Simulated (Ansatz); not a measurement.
# SnH2 (SMILES [H][Sn][H]): methods side by side

SnH2 has 3 atoms, charge 0, and is taken as a singlet. SMILES: `[H][Sn][H]`. Geometry: a GFN2-xTB relaxation, a rough one for these elements and not checked as a minimum.

```xyz
3

Sn    0.0052   -0.0089   -0.8701
H     1.2365   -0.0178    0.4428
H    -1.2416    0.0266    0.4273
```

Quantity: the energy change with the Sn1–H2 bond stretched from 1.800 to 3.600 Å, in eV. The values are calculated.

| level | kind | program | value (eV) | less FCI/STO-3G |
| --- | --- | --- | --- | --- |
| SVWN5/STO-3G (restricted) | LDA | Ansatz | 5.32 | +1.50 |
| BLYP/STO-3G (restricted) | GGA | Ansatz | 4.96 | +1.14 |
| revPBE/STO-3G (restricted) | GGA | Ansatz | 4.99 | +1.17 |
| BHLYP/STO-3G (restricted) | global hybrid | Ansatz | 6.35 | +2.53 |
| CAM-B3LYP/STO-3G (restricted) | range-separated hybrid | Ansatz | 6.21 | +2.39 |
| B2PLYP/STO-3G (restricted) | double hybrid | Ansatz | 5.28 | +1.46 |
| RPA@PBE/STO-3G (restricted) | RPA | Ansatz | 4.39 | +0.57 |
| MP2/STO-3G (restricted) | perturbation theory | Ansatz | 5.29 | +1.47 |
| CCSD/STO-3G (restricted) | coupled cluster or CI | Ansatz | 3.81 | -0.01 |
| FCI/STO-3G | exact in the basis | Ansatz | 3.82 | 0.00 |

FCI/STO-3G is exact within its basis and frozen core, so for wave-function methods in that basis the difference is their error; functionals converge differently with the basis, so for them it is only a difference. All-electron rows without a relativistic Hamiltonian named are non-relativistic. The first shape isn't each level's own minimum. The values span 3.81 to 6.35 eV. All rows use very small basis sets, so even the best lies far from the true value. In the correlated wave-function rows the outer d shell of Sn is correlated, in sets not made for it.

Stretching one Sn–H bond brings its σ and σ* orbitals close in energy, so the singlet needs a second configuration that a restricted determinant lacks. The single determinant keeps too much ionic character in the stretched bond, which raises its energy. Exact exchange exposes this fault, whereas semilocal exchange partly mimics the missing left-right correlation. BHLYP and CAM-B3LYP therefore lie above LDA and the GGAs; B2PLYP breaks that pattern, probably because its perturbative term lowers the stretched end.

MP2 recovers too little of this correlation and remains 1.47 eV above FCI, while CCSD comes within 0.01 eV because breaking one electron-pair bond is mainly a two-electron problem. That agreement supports CCSD for this energy difference, not for breaking both bonds together.

Even the FCI value is large for an Sn–H bond, which is known to be fairly weak. A likely cause is the STO-3G hydrogen function, contracted to suit molecules, which places a nearly free H atom too high in energy.
